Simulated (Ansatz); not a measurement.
# Sn: the change of energy above lowest point with volume scale

Results calculated with Ansatz 0.2.0, not measured. Free energy against uniform scaling of the volume at fixed shape and fractions; periodic cell, basis, potentials, k mesh and filling as listed.

The cell before it is scaled or strained (space group Im-3m, No. 229):
```
CELL_PARAMETERS angstrom
-1.89470 1.89470 1.89470
1.89470 -1.89470 1.89470
1.89470 1.89470 -1.89470
ATOMIC_POSITIONS crystal
Sn 0.00000 0.00000 0.00000
```

Settings of every row: functional PBEsol; dispersion none; potentials all-electron LAPW; k mesh 11x11x11; k shift 0x0x0; occupations cold; smearing width 0.1 eV; spin none.

Limits: coarse k mesh, up to 40 meV an atom off; the cell comes from a prototype or a list of computed structures and needn't be the stable phase.

| row | volume scale | V (Å³/atom) | energy above lowest point (meV/atom) |
| --- | --- | --- | --- |
| 1 | 0.92 | 25.03 | 12 |
| 2 | 0.96 | 26.119 | 0 |
| 3 | 1 | 27.207 | 4.5 |
| 4 | 1.04 | 28.295 | ? |
| 5 | 1.08 | 29.384 | 49 |

Question: what energy above lowest point should row 4 give?

Worked fit of energy above lowest point. Take u = (V_r/V)^(2/3) − 1 with V_r = 26.663 Å³ an atom, which is twice the finite (Eulerian) strain; such expansions in the strain, on which the Birch-Murnaghan equation of state is built, carry the rest volume and the bulk modulus. The shown rows have u = 0.04303, 0.01384, -0.01337, -0.06273. Least squares give energy above lowest point = 0.49 − 157.1 × u + 9832 × u² meV/atom; a straight line predicts inner rows, each left out in turn, worse (root mean square 17 against 0.39 meV/atom). The rows lie off it by 0.1, -0.2, 0.2, 0.0. Its lowest point lies at u = 0.0080, or V = 26.35 Å³ an atom, and the curvature there gives the bulk modulus at fixed shape and fractions, B = (4/9)(1 + u)² E″(u)/V = 54 GPa. The withheld row has u = -0.03883, so the fit gives 0.49 − 157.1 × (-0.03883) + 9832 × (-0.03883)² = 21.4 meV/atom.

The calculation gave 21.6 meV/atom. The fit lies 0.2 meV/atom (0.41 % of the column's range) below it; its largest miss of a shown row is 0.2 meV/atom.
